## Appendix: Weibull slope in the cell-based percolation model

### A.1 Premises and conventions

A dielectric film of thickness $t_{ox}$ and area $A$ lies between two metal electrodes and is held at constant voltage and temperature from time $t=0$. $F(t)$ is the fraction of nominally identical capacitors that have broken down by time $t$. Logarithms are natural. The cumulative hazard is $H=-\ln(1-F)$ and the Weibull ordinate is $W=\ln H$. A distribution is Weibull with slope $\beta$ if $W$ is a straight line of slope $\beta$ against $\ln t$. The analytic cell model in the form used here is due to Suñé (2001). Its premises are these.

**P1, geometry.** The film is divided into cubic cells of edge $a_0$, the effective extent of one defect. The cells form $N=A/a_0^2$ columns, each of $n=t_{ox}/a_0$ cells, with $n\ge 2$ an integer.

**P2, cell state.** At time $t$ each cell is defective with the same probability $\lambda(t)$. A defective cell stays defective, so $\lambda$ does not decrease.

**P3, independence.** The states of different cells are statistically independent.

**P4, path rule.** The electrodes are connected if and only if all $n$ cells of some column are defective. Paths with lateral steps are not counted.

**P5, failure criterion.** The capacitor fails when the first path forms.

**P6, kinetics.** $\lambda=(t/\tau)^{\alpha}$ with constant $\alpha>0$. The time $\tau$ depends on voltage and temperature but not on $A$. Since $\lambda\le1$, this law can hold only for $t\le\tau$; section A.5 shows that it is the small-$\lambda$ form of a law for the defect density.

### A.2 Survival probability

By P2 and P3 the probability that all $n$ cells of a given column are defective is the product of $n$ equal factors,
$$u=\lambda^n .\tag{A1}$$
Different columns share no cell, so by P3 the events "column $j$ is complete" are independent. By P4 and P5 the capacitor is intact at time $t$ if no column has been complete at any earlier time. Because defects are permanent (P2), a column complete earlier is still complete at $t$, and the condition reduces to no column being complete at $t$. Hence
$$1-F=(1-\lambda^n)^N .\tag{A2}$$
Taking the logarithm twice,
$$H=-N\ln(1-u),\qquad W=\ln N+\ln[-\ln(1-u)] .\tag{A3}$$
These relations are exact within P1 to P5. One consequence needs no kinetics: $u$ does not depend on $A$, so at every $t$
$$W(t;A_2)-W(t;A_1)=\ln(A_2/A_1).\tag{A4}$$
A change of area shifts the Weibull plot vertically, whatever its shape.

### A.3 Linearisation and its remainder

For $0<u<1$,
$$-\ln(1-u)=u\sum_{k=0}^{\infty}\frac{u^k}{k+1}.$$
Inserting this and (A1) in (A3),
$$W=\ln N+n\ln\lambda+\delta,\qquad \delta=\ln\sum_{k=0}^{\infty}\frac{u^k}{k+1}=\frac{u}{2}+O(u^2).\tag{A5}$$
The remainder can be bounded. Each coefficient with $k\ge1$ is at most $1/2$, so the sum is at most $1+u/[2(1-u)]$, and $\ln(1+y)\le y$ gives $0<\delta\le u/[2(1-u)]$. From (A3), $1-u=e^{-H/N}$, so $u/(1-u)=e^{H/N}-1$ and
$$0<\delta\le\tfrac12\left(e^{H/N}-1\right).\tag{A6}$$
The condition $\lambda^n\ll1$ is therefore the condition $H\ll N$. Observable failure fractions have $H$ of order unity or less, so it amounts to $N\gg1$. Dropping $\delta$,
$$W=n\ln\lambda+\ln N,\qquad 1-F=\exp(-N\lambda^n).\tag{A7}$$
This is the Poisson limit of (A2): with $\mu=N\lambda^n$ the mean number of complete columns, $(1-\mu/N)^N\to e^{-\mu}$ as $N\to\infty$.

### A.4 Weibull form, slope and area scaling

With P6, $\ln\lambda=\alpha(\ln t-\ln\tau)$, and (A7) becomes
$$W=n\alpha\,(\ln t-\ln\tau)+\ln N .$$
This is linear in $\ln t$. Define $T_{63}$ as the time at which $W=0$, that is $H=1$ and $F=1-e^{-1}=0.632$. Setting $W=0$ gives $\ln T_{63}=\ln\tau-(\ln N)/(n\alpha)$, and subtracting,
$$F=1-\exp\left[-(t/T_{63})^{\beta}\right],\qquad \beta=n\alpha=\frac{\alpha\,t_{ox}}{a_0},\tag{A8}$$
$$T_{63}=\tau N^{-1/\beta}=\tau\left(\frac{a_0^2}{A}\right)^{1/\beta},\qquad \frac{T_{63}(A_2)}{T_{63}(A_1)}=\left(\frac{A_1}{A_2}\right)^{1/\beta}.\tag{A9}$$
Geometrically, (A9) is the vertical shift (A4) converted into a horizontal shift by dividing by the slope, which is legitimate only where the plot is straight. Without linearisation, $H=1$ in (A3) gives $u=1-e^{-1/N}$ and $T_{63}=\tau(1-e^{-1/N})^{1/\beta}=\tau N^{-1/\beta}[1-1/(2N\beta)+\dots]$.

Several properties follow.

*Slope.* $\beta$ is proportional to thickness and independent of area. It is independent of voltage and temperature as long as $\alpha$ and $a_0$ are. Slopes fix only the ratio $\alpha/a_0$, so separating the two needs an independent observation of the defect kinetics.

*Critical occupation.* At $T_{63}$, (A7) gives
$$\lambda_{63}=N^{-1/n}.\tag{A10}$$
It rises with thickness and falls with area. It involves the $n$-th root, so $\lambda_{63}$ can be appreciable when $\lambda^n=1/N$ is minute.

*Quantiles.* Inverting (A8), $t_F=T_{63}[-\ln(1-F)]^{1/\beta}$.

*Spread.* The value of $H$ reached at failure satisfies $P(H>y)=e^{-y}$, so $\langle H^s\rangle=\Gamma(1+s)$. Since $t=T_{63}H^{1/\beta}$, the mean life is $T_{63}\Gamma(1+1/\beta)$. The function $\ln\Gamma(1+s)$ generates the cumulants of $\ln H$, whose variance is its second derivative at $s=0$, $\pi^2/6$. The standard deviation of $\ln t$ is thus $\pi/(\beta\sqrt6)$.

*Activation energy.* If the kinetics are written $\lambda=Kt^{\alpha}$ with $K\propto e^{-E_K/k_BT}$, then $\tau=K^{-1/\alpha}$, and $T_{63}$ has the activation energy $E_K/\alpha$.

*Unequal layers.* If the cell in layer $i$ has $\lambda_i=(t/\tau_i)^{\alpha_i}$, (A1) becomes $u=\prod_i\lambda_i$ and the same steps give $\beta=\sum_i\alpha_i$. Faster generation next to an electrode, or a field that varies with depth, changes $T_{63}$ through the $\tau_i$ and leaves $\beta$ alone if the exponents are equal.

*Later breakdowns.* In the limit (A7) the number of complete columns is Poisson with mean $\mu$. If failure requires $M$ independent paths, $F_M=1-e^{-\mu}\sum_{j<M}\mu^j/j!\to\mu^M/M!$ for $\mu\ll1$, so the lower tail has slope $M\beta$ and the curve is not Weibull as a whole.

### A.5 Corrections of first order in $\lambda$

**Saturation of the cell.** Let defects be placed at random with mean density $\rho(t)$, and let a cell be defective if it holds at least one. The number in a cell is Poisson with mean $x=\rho a_0^3$, so
$$\lambda=1-e^{-x}.$$
A power law for the density, $x=(t/\tau)^{\alpha}$, reproduces P6 for $x\ll1$. The local slope follows from (A3) by the chain rule,
$$\beta_{loc}=\frac{dW}{d\ln u}\,\frac{d\ln u}{d\ln\lambda}\,\frac{d\ln\lambda}{d\ln x}\,\frac{d\ln x}{d\ln t}=n\alpha\;\frac{u}{(1-u)[-\ln(1-u)]}\;g(x),\qquad g(x)=\frac{x}{e^x-1}.\tag{A11}$$
The factor in $u$ is $1+u/2+\dots$ and $g=1-x/2+x^2/12-\dots$. Since $x\approx N^{-1/n}$ while $u\approx N^{-1}$, saturation matters far more than $\delta$. It lowers the slope by the fraction $\lambda/2$.

**Lateral steps.** Relax P4 by letting current pass between defective cells that share a side face, each cell having $z$ lateral neighbours ($z=4$ on the cubic lattice, edges of the capacitor ignored). The shortest new paths climb one column to layer $k$, step sideways, and finish in the adjacent column. They hold $n+1$ cells. For $k=1$ or $k=n$ such a path contains a complete column and adds nothing, which leaves $n-2$ layers and $z$ directions per starting column. The overlap terms of the inclusion-exclusion sum involve the union of two of these paths, or of one with a straight column. The union of a bent path with a straight column has at least $n+2$ cells, since for $1<k<n$ the bent path has at least two cells outside either column. Two different bent paths of $n+1$ cells each also have at least $n+2$ cells together, and two straight columns have $2n\ge n+2$. Therefore
$$H=N\lambda^n\left[1+z(n-2)\lambda+O(\lambda^2)\right].\tag{A12}$$
A pair of columns ($z=1$) tests the count. Layers are occupied on the left only, on the right only, or on both sides, and a path exists if no layer is empty and no left-only layer touches a right-only one. Configurations with only single layers give $2\lambda^n(1-\lambda)^n$. Those with one double layer have weight $\lambda^{n+1}$ at leading order and number $4(n-2)$ for an inner and $2\times2$ for an outer double layer. The coefficient of $\lambda^{n+1}$ is $-2n+4(n-2)+4=2(n-2)$, that is $n-2$ per column.

Differentiating $\ln H$ in (A12) with $z=4$ and combining with (A11),
$$\beta_{loc}=\beta\left[1+\left(\frac{4(n-2)}{n}-\frac12\right)\lambda+O(\lambda^2)\right].\tag{A13}$$
The limiting slope as $\lambda\to0$ is set by the number of cells in the shortest path, and the path rule enters only through prefactors and corrections. When $4(n-2)\lambda$ approaches unity, bent paths carry as much hazard as straight ones and the expansion fails.

### A.6 Departures that can change the slope at leading order

**Thin regions.** Let a fraction $p$ of the columns have $n-1$ cells at the same $\lambda$. Hazards of independent columns add, so $H=N[(1-p)\lambda^n+p\lambda^{n-1}]$ and
$$\beta_{loc}=\alpha(n-w),\qquad w=\frac{p}{p+(1-p)\lambda}.\tag{A14}$$
Here $w$ is the share of the hazard carried by the short columns. It reaches one half when $p/(1-p)=\lambda$ and tends to one in the lower tail. The higher field in a thin region, left out here, would raise $w$ further. For the same reason a non-integer $t_{ox}/a_0$ cannot be read as a mixture of the two neighbouring integers with an averaged slope; (A8) at non-integer $n$ is an interpolation outside P1.

**Fast columns.** If a fraction $p$ of the columns, along grain boundaries for example, has occupation $\eta\lambda$ with constant $\eta>1$, then $H=N\lambda^n[(1-p)+p\eta^n]$. The slope is unchanged and $T_{63}$ is shortened. Area scaling holds only for capacitors large enough to contain many such columns.

**Defects present before stress.** With $x=x_0+(t/\tau)^{\alpha}$ and $x\ll1$, $H=Nx^n$ and $\beta_{loc}=\beta\,(x-x_0)/x$. The plot flattens at early times towards the time-zero hazard $Nx_0^n$.

**Variation between capacitors.** If the hazard of each device is $sH$, with $s$ gamma-distributed with mean 1 and shape $\kappa$, averaging $e^{-sH}$ over the density $\kappa^{\kappa}s^{\kappa-1}e^{-\kappa s}/\Gamma(\kappa)$ gives $1-F=(1+H/\kappa)^{-\kappa}$. The lower tail, $H\ll\kappa$, keeps the slope $\beta$, and the upper part bends downwards, so a straight-line fit around $T_{63}$ returns a smaller slope.

### A.7 Range of validity

Equations (A8) and (A9) hold under the following conditions.

1. $H\ll N$, by (A6). This is satisfied by any capacitor many cells wide.
2. $\lambda\ll1$ over the range of $F$ and $A$ considered, more precisely $4(n-2)\lambda\ll1$ if lateral steps conduct. By (A10), requiring $\lambda_{63}<\lambda_{max}$ means $A>a_0^2\lambda_{max}^{-n}$. The smallest admissible area grows exponentially with thickness, so the model suits thin films and large areas.
3. Thickness uniform on the scale of $a_0$: regions one cell thinner must cover $p\ll\lambda$, at the smallest $\lambda$ to which the distribution is extrapolated.
4. Initial defect density small against the density at the lowest percentile of interest, $x_0\ll x$.
5. Independent generation. If an existing defect favours generation in neighbouring cells of its column, (A1) fails. In the extreme where one defect rapidly induces the rest, $u\approx n\lambda$ and the slope falls to $\alpha$.
6. One exponent $\alpha$ over all times spanned, including the short times reached by large areas and low percentiles.
7. Failure detected at the formation of the first path. A slow growth of current between path formation and the failure criterion adds a further random time that the model does not contain.
8. Area-distributed intrinsic failure. Perimeter fields and particle defects obey other scaling laws.

### A.8 Illustration: 4 nm HfO$_2$ metal-insulator-metal capacitor

The film is taken as a single uniform layer with $t_{ox}=4$ nm. The inputs $a_0=0.8$ nm and $\alpha=0.35$ are approximate values of typical size, chosen so that the slope falls in the range of about 1 to 2 that is typical of HfO$_2$ films a few nm thick; the slope below is therefore not a prediction for the material. The time scale is fixed by an assumed $T_{63}=1000$ s for a $100\times100\ \mu$m$^2$ capacitor ($10^{10}$ nm$^2$) under accelerated stress at 400 K.

Then $n=5$ and $\beta=1.75$. For the reference area $N=1.56\times10^{10}$, $\ln N=23.47$, and (A10) gives $\lambda_{63}=0.00915$, corresponding to $\rho=x/a_0^3=0.018$ nm$^{-3}$, or $1.8\times10^{19}$ cm$^{-3}$. From (A9), $\tau=T_{63}N^{1/\beta}=6.7\times10^{8}$ s, so $T_{63}/\tau=1.5\times10^{-6}$. The remainder in (A5) is $\delta\approx1/(2N)=3.2\times10^{-11}$ at $T_{63}$. The mean life is $0.89\,T_{63}$ and the standard deviation of $\ln t$ is 0.73.

The table applies (A9) to (A12) to four areas, with $4(n-2)=12$ and $x_{63}=-\ln(1-\lambda_{63})$.

| $A$ ($\mu$m$^2$) | $N$ | $\lambda_{63}$ | $T_{63}$ (s), (A9) | $g(x_{63})$ | $12\lambda_{63}$ |
|---|---|---|---|---|---|
| $10^{-2}$ | $1.56\times10^{4}$ | 0.145 | $2.7\times10^{6}$ | 0.924 | 1.74 |
| $1$ | $1.56\times10^{6}$ | 0.0577 | $1.9\times10^{5}$ | 0.971 | 0.69 |
| $10^{4}$ | $1.56\times10^{10}$ | 0.00915 | 1000 (input) | 0.995 | 0.11 |
| $10^{6}$ | $1.56\times10^{12}$ | 0.00364 | 72 | 0.998 | 0.044 |

In the first two rows $\lambda^n=1/N$ is still very small, yet the lateral term of (A12) is comparable with the straight-column term. If side faces conduct, those two lifetimes are formal values outside the range of validity. Keeping the lateral shift of the slope, $12\lambda/5$, under 5 per cent needs $\lambda_{63}<0.021$, hence $N>2.5\times10^{8}$ and $A>1.6\times10^{2}\ \mu$m$^2$.

At the reference area lateral steps raise the slope by 2.2 per cent and saturation lowers it by 0.46 per cent. The coefficient in (A13) is 1.9 and $\beta_{loc}=1.78$. For the step from $10^4$ to $10^6\ \mu$m$^2$, (A9) gives the factor $100^{-1/1.75}=0.072$ and $T_{63}=72$ s. Including both corrections, the roots of $N\lambda^5(1+12\lambda)=1$ are $\lambda=0.00896$ and $0.00361$. The ratio of the corresponding $x=-\ln(1-\lambda)$, raised to the power $1/\alpha$, gives 74 s for the same 1000 s anchor. Two figures are thus the most that (A9) supports here.

For the 1 mm$^2$ capacitor the time to 100 ppm failure is $t_F=T_{63}[-\ln(1-10^{-4})]^{1/1.75}$. The factor is $5.2\times10^{-3}$ and $t_F=0.37$ s at the stress condition. The occupation at that point is $\lambda=5.8\times10^{-4}$, or $\rho=1.1\times10^{18}$ cm$^{-3}$. An initial density of path-forming defects of that size would by itself produce about 100 ppm of failures at time zero, which sets the scale for condition 4.

Non-uniformity is the larger concern. At $\lambda=0.00915$, regions one cell thinner covering $p=0.01$ of the area carry $w=0.52$ of the hazard and reduce the local slope to 1.57. If they dominate entirely, $\beta=4\alpha=1.40$, and with the same anchor the area factor becomes 0.037, $T_{63}$ at 1 mm$^2$ is 37 s, the percentile factor is $1.4\times10^{-3}$ and the 100 ppm time is 0.052 s, about 7 times shorter. Fast columns with assumed $p=0.1$ and $\eta=2$ have $\eta^n=32$ and carry 0.78 of the hazard without changing the slope.

For a uniform film with these inputs the model's results are $\beta=1.75$, shifted by about 2 per cent if lateral steps conduct, and for 1 mm$^2$ a characteristic life of 72 to 74 s and a 100 ppm time near 0.37 s. These times scale with the assumed 1000 s anchor and belong to the model, and a loss of one cell in the controlling path lowers the 100 ppm time to the model's 0.052 s.